**Notebook page: reading Bader charges in intermetallics**

A Bader charge is the number of valence electrons an atom brings, less the number found in its basin. The basin is the region around the nucleus bounded by surfaces across which the electron density has no slope.

Intermetallics of s and p metals, each relaxed within the symmetry of its starting cell with Ansatz 0.2.0 (r2SCAN, plane-wave PAW, scalar-relativistic, no spin polarisation, cutoff 500 eV, Gaussian smearing 0.1 eV). Bader charges are means over the atoms of an element, positive for lost electrons. Valence electrons include the d shell for groups 3 to 12.

| formula | space group of the cell as it ended | space group | volume per atom (Å³) | shortest distance (Å) | pair at the shortest distance | valence electrons an atom | k mesh | most negative Bader charge (e) | most negative element | most positive Bader charge (e) | most positive element |
| --- | --- | --- | --- | --- | --- | --- | --- | --- | --- | --- | --- |
| Li3Al | I4/mmm (139) | I4/mmm | 17.09 | 2.842 | Al-Li | 1.50 | 16×16×16 | -2.51 | Al | 0.84 | Li |
| Na3In | Fm-3m (225) | Fm-3m | 29.24 | 3.361 | In-Na | 1.50 | 10×10×10 | -2.11 | In | 0.70 | Na |
| Ba2Cd | I4/mmm (139) | I4/mmm | 47.38 | 3.630 | Ba-Cd | 5.33 | 14×14×14 | -1.57 | Cd | 0.79 | Ba |
| MgTl | Pm-3m (221) | Pm-3m | 24.02 | 3.148 | Mg-Tl | 2.50 | 12×12×12 | -1.41 | Tl | 1.41 | Mg |
| BaSn | Cmcm (63) | Cmcm | 39.95 | 2.986 | Sn-Sn | 3.00 | 8×8×10 | -1.19 | Sn | 1.19 | Ba |
| Al3Ga | Pm-3m (221) | Pm-3m | 16.11 | 2.835 | Al-Al | 3.00 | 10×10×10 | -0.89 | Ga | 0.30 | Al |
| LiIn | Fd-3m (227) | Fd-3m | 19.89 | 2.957 | In-Li | 2.00 | 12×12×12 | -0.87 | In | 0.87 | Li |
| LiPb | Pm-3m (221) | Pm-3m | 22.28 | 3.070 | Li-Pb | 2.50 | 12×12×12 | -0.87 | Pb | 0.87 | Li |
| LiGa | Fd-3m (227) | Fd-3m | 14.67 | 2.671 | Ga-Li | 2.00 | 12×12×12 | -0.85 | Ga | 0.85 | Li |
| LiMg | Cmmm (65) | Cmmm | 20.37 | 2.922 | Li-Mg | 1.50 | 8×12×12 | -0.83 | Mg | 0.83 | Li |
| MgZn3 | P-6m2 (187) | P-6m2 | 16.04 | 2.647 | Zn-Zn | 9.50 | 18×18×6 | -0.49 | Zn | 1.46 | Mg |
| InBi | F-43m (216) | F-43m | 38.56 | 2.926 | Bi-In | 4.00 | 12×12×12 | -0.42 | Bi | 0.42 | In |
| CaZn3 | Fm-3m (225) | Fm-3m | 18.03 | 2.861 | Ca-Zn | 9.50 | 12×12×12 | -0.42 | Zn | 1.26 | Ca |
| KSr3 | Pm-3m (221) | Pm-3m | 59.98 | 4.394 | K-Sr | 1.75 | 8×8×8 | -0.18 | Sr | 0.56 | K |
| Cd3Ga | I4/mmm (139) | I4/mmm | 20.94 | 3.083 | Cd-Cd | 9.75 | 14×14×14 | -0.16 | Ga | 0.05 | Cd |
| In3Ga | Fm-3m (225) | Fm-3m | 24.63 | 3.175 | Ga-In | 3.00 | 10×10×10 | -0.12 | Ga | 0.04 | In |
| TlBi2 | P6/mmm (191) | P6/mmm | 32.00 | 3.314 | Bi-Bi | 4.33 | 9×9×12 | -0.07 | Bi | 0.14 | Tl |
| ZnSn3 | I4/mmm (139) | I4/mmm | 24.70 | 3.082 | Sn-Sn | 6.00 | 14×14×14 | -0.01 | Sn | 0.02 | Zn |

**1. Does Al in Li3Al pull hardest on electrons?**

Its charge of −2.51 e is the most negative, but three Li atoms pay for it with 0.84 e each. Divided by all atoms of the cell, the transfer is 0.63 e in Li3Al and 0.71 e in MgTl. The top place therefore owes much to the formula: a lone acceptor among many donors collects from all of them.

**2. Why does Li lose the same charge beside five different partners?**

Li loses 0.83 to 0.87 e whether the partner is Al, In, Pb, Ga or Mg. In the limit of a basin that holds only the 1s core, the charge would be exactly +1. Li comes close to that limit, because its basin has the volume of a sphere of only about 1 Å radius. The core is small and the 2s electron diffuse, so most of the 2s density lies outside the basin and is booked to the partner, whichever of the five it is.

**3. What charge would appear if the valence electrons were spread evenly?**

This is the opposite limit, and it needs only the basin volume $V_b$. With $v$ valence electrons brought by the atom and a mean valence density $n$ in the cell (filled d shells left out), the charge is

$$q = v - nV_b .$$

In Al3Ga every atom brings three electrons and the volume per atom is 16.11 Å³, so $n = 3/16.11 = 0.1862$ electrons per Å³. The Ga basin of the same calculation measures 20.06 Å³, which gives $q = 3 - 0.1862 \times 20.06 = -0.74$ e. The full calculation gives −0.89 e. Most of this charge thus reflects a large basin, with little crowding of electrons at Ga.

**4. Is Mg an anion in LiMg?**

The table has Mg at −0.83 e beside Li and at +1.46 e beside Zn. An even density would already give Li +0.69 e in LiMg, and Mg the opposite. The negative Mg is mostly an atom to which a large part of the shared electron sea has been assigned. That is a weaker statement than a chemical anion, which would hold its extra electrons close.

**5. Does a larger electronegativity difference mean a larger charge?**

Only in a coarse sense. LiMg and ZnSn3 have about the same difference, 0.3 on a rough Pauling scale, yet Li gives up 83 % of its valence and Zn 1 %. What matters first is which element loses: those of groups 1 and 2 give up about 40 % or more, the others at most 14 %. Pooled over all donors of groups 1 and 2, the part lost has practically no correlation with the difference (0.03), but this pool mixes different elements. For a single donor the expected order can return: Ba gives up about 40 % beside Cd and about 60 % beside the more electronegative Sn, though the proportions of the two crystals differ as well. For a neighbouring compound, the first thing to ask is whether the donor comes from group 1 or 2.

**6. Why is InBi so far from its formal charges?**

Counted as ions, In would be +3; its Bader charge is +0.42 e. The cell computed here is zincblende, whereas real InBi is tetragonal. In the zincblende cell each atom has four neighbours, and eight valence electrons per pair suffice for four bonds. Standard bonding theory puts those electrons between the atoms, where the basin boundary divides them. Equal halves would leave In with four electrons, one more than it brings, and so with a charge of −1 e. The computed +0.42 e puts 5.42 of the eight electrons in the Bi basin: the sharing leans towards Bi, but stays far from the full transfer that ions would need. A small charge by itself doesn't mean weak bonding.

**7. What changes if In replaces Al in Al3Ga?**

Ga stays negative but its charge shrinks to −0.12 e, and it is negative for a different reason. The two cells also differ in structure (Pm-3m for Al3Ga, Fm-3m for In3Ga), so the element is not the only thing that changes. The Ga basin is now 7 % smaller than the mean atomic volume, so an even density would make Ga positive, at +0.22 e. The electrons must really be denser around Ga than elsewhere.

Such unevenness is where the simple model fails. In every row it gives the losing element too small a charge, with a root-mean-square miss of 0.62 e. BaSn is the worst case: −0.47 e for Ba instead of +1.19 e. An even density would fill the Ba basin with electrons that come from Sn, which brings four an atom against two from Ba. In the full calculation the valence electrons in that basin are thin, about a third as dense as in the cell as a whole.

**8. Which digits can be trusted?**

The charges of each formula cancel to within rounding, as they must when every electron is assigned to some basin. This checks the bookkeeping, but not where the boundaries lie, and the meaning of a single charge is coarser than its printed digits. If the boundary around Ga in Al3Ga moved outward by 0.1 Å, its charge would change by roughly 0.7 e, as estimated for a sphere in the mean density. Where the density between atoms is nearly flat, as expected in a nearly free-electron metal, even the first digit can depend on where a shallow minimum happens to lie.

Zn and Sn in ZnSn3, at 0.02 e or less, carry charges too small to say which of them loses electrons. An average can also mislead: the −0.49 e of Zn in MgZn3 combines one neutral site with two at −0.73 e. The output below lists the even-density charge of the losing element for each crystal.

Numerical output:

```
Losing element in each crystal:
    row  valence lost (%)  transfer per atom of cell (e)  electronegativity difference  basin over mean atomic volume  charge from even density (e)  kept density over cell mean
  Li3Al                84                           0.63                          0.62                         0.2352                        0.6472                       0.4535
  Na3In                70                          0.525                          0.87                         0.4371                        0.3444                       0.4576
  Ba2Cd              39.5                         0.5267                          0.81                         0.9287                        0.1457                       0.6526
   MgTl              70.5                          0.705                           0.3                         0.3672                         1.082                       0.6427
   BaSn              59.5                          0.595                          1.11                          0.823                       -0.4691                       0.3281
  Al3Ga                10                          0.225                           0.2                         0.9181                        0.2458                       0.9803
   LiIn                87                          0.435                          0.82                         0.2081                        0.5837                       0.3123
   LiPb                87                          0.435                          0.92                         0.1804                        0.5489                       0.2882
   LiGa                85                          0.425                          0.82                         0.2454                        0.5092                       0.3056
   LiMg                83                          0.415                          0.32                         0.2042                        0.6937                        0.555
  MgZn3                73                          0.365                           0.4                         0.4165                         1.167                       0.6483
   InBi                14                           0.21                           0.2                         0.8068                       -0.2272                       0.7995
  CaZn3                63                          0.315                           0.7                         0.7099                        0.5801                       0.5212
   KSr3                56                           0.14                          0.13                         0.4937                        0.1361                       0.5093
  Cd3Ga               2.5                         0.0375                           0.1                          1.004                       -0.2586                       0.8634
  In3Ga             1.333                           0.03                             0                          1.025                       -0.0743                       0.9628
  TlBi2             4.667                        0.04667                           0.4                         0.9222                       -0.9931                       0.7162
  ZnSn3                 1                          0.005                           0.3                         0.7968                       -0.7887                         0.71
Smallest charge of Li in the five Li rows (e): 0.83
Largest charge of Li in the five Li rows (e): 0.87
Electrons given by the three Li of Li3Al together (e): 2.52
Radius of a sphere with the mean Li basin volume (angstrom): 0.9838
Change of the Mg charge from LiMg to MgZn3 (e): 2.29
Smallest part of valence lost by a donor of groups 1 and 2 (%): 39.5
Largest part of valence lost by any other donor (%): 14
Correlation of part lost with electronegativity difference, all rows: 0.6223
The same correlation within donors of groups 1 and 2: 0.03238
Charge of Ga in Al3Ga from even density (e): -0.7356
Charge of Ga in In3Ga from even density (e): 0.2241
Ga basin of Al3Ga above the mean atomic volume (%): 24.52
Ga basin of In3Ga above the mean atomic volume (%): -7.471
Rough change of the Ga charge in Al3Ga if its boundary moves by 0.1 angstrom (e): 0.6649
Rms miss of the even-density charge over all rows (e): 0.6216
Difference between the Zn sites of MgZn3 (e): 0.7271
```
